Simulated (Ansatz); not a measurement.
## From C to Sn: the atomisation energy (no zero-point term)

One atom is swapped for its congeners: C3H8 `CCC`; SiH2(CH3)2 (dimethylsilane); GeH2(CH3)2; SnH2(CH3)2. All are singlets with charge 0.

Shapes, held fixed at every level: PBE0-D4/def2-TZVP. Programs: Ansatz 0.2.0. Values in eV.

```json
{"level": "HF/def2-TZVPP", "C3H8": "33.60", "SiH2(CH3)2": "31.30", "GeH2(CH3)2": "29.72", "SnH2(CH3)2": "28.11"}
{"level": "B3LYP-D4/def2-TZVPP", "C3H8": "43.75", "SiH2(CH3)2": "40.52", "GeH2(CH3)2": "38.97", "SnH2(CH3)2": "37.34"}
{"level": "PBE0-D4/def2-TZVPP", "C3H8": "43.84", "SiH2(CH3)2": "40.37", "GeH2(CH3)2": "38.92", "SnH2(CH3)2": "37.24"}
{"level": "r2SCAN0-D4/def2-TZVPP", "C3H8": "43.43", "SiH2(CH3)2": "40.28", "GeH2(CH3)2": "38.82", "SnH2(CH3)2": "37.08"}
{"level": "wB97X-V/def2-TZVPP", "C3H8": "43.68", "SiH2(CH3)2": "40.58", "GeH2(CH3)2": "39.12", "SnH2(CH3)2": "37.52"}
{"level": "MP2/def2-TZVPP", "C3H8": "42.97", "SiH2(CH3)2": "39.61", "GeH2(CH3)2": "38.36", "SnH2(CH3)2": "36.54"}
{"level": "CCSD(T)/def2-TZVPP", "C3H8": "42.83", "SiH2(CH3)2": "39.66", "GeH2(CH3)2": "38.46", "SnH2(CH3)2": "36.81"}
```

At CCSD(T)/def2-TZVPP the atomisation energy falls at every step, from 42.83 to 36.81 eV. Every level shows the same order. For atoms past krypton def2 sets carry core potentials with scalar relativity. Relativity is left out for Ge unless named. Correlated rows may include outer-core shells of Ge, Sn, which these sets cover unevenly. Spin-orbit coupling, which grows down the group, is left out (summed over each molecule's free atoms 0.01, 0.03, 0.13, 0.31 eV).

The falling atomisation energy reflects progressively weaker bonds from the central atom to carbon and hydrogen, since the methyl C–H bonds are common to all four molecules. Down the group the valence s and p orbitals become more diffuse and differ more in radial extent, so they overlap and hybridise less effectively; the greater bond polarity beyond carbon only partly compensates. The drop is largest from C to Si and smallest from Si to Ge at every level, consistent with the filled 3d shell of Ge shielding its valence electrons poorly and keeping the atom compact.

Hartree–Fock already gives the order but binds far too weakly, because pairing electrons in bonds brings correlation energy that the separated atoms lack. The hybrid functionals all lie above CCSD(T), but this does not establish overbinding: the coupled-cluster values are probably too low, as a triple-zeta basis recovers correlation incompletely. The totals support a weakening of the bonds around the central atom as a group, not separate strengths for its bonds to carbon and hydrogen.
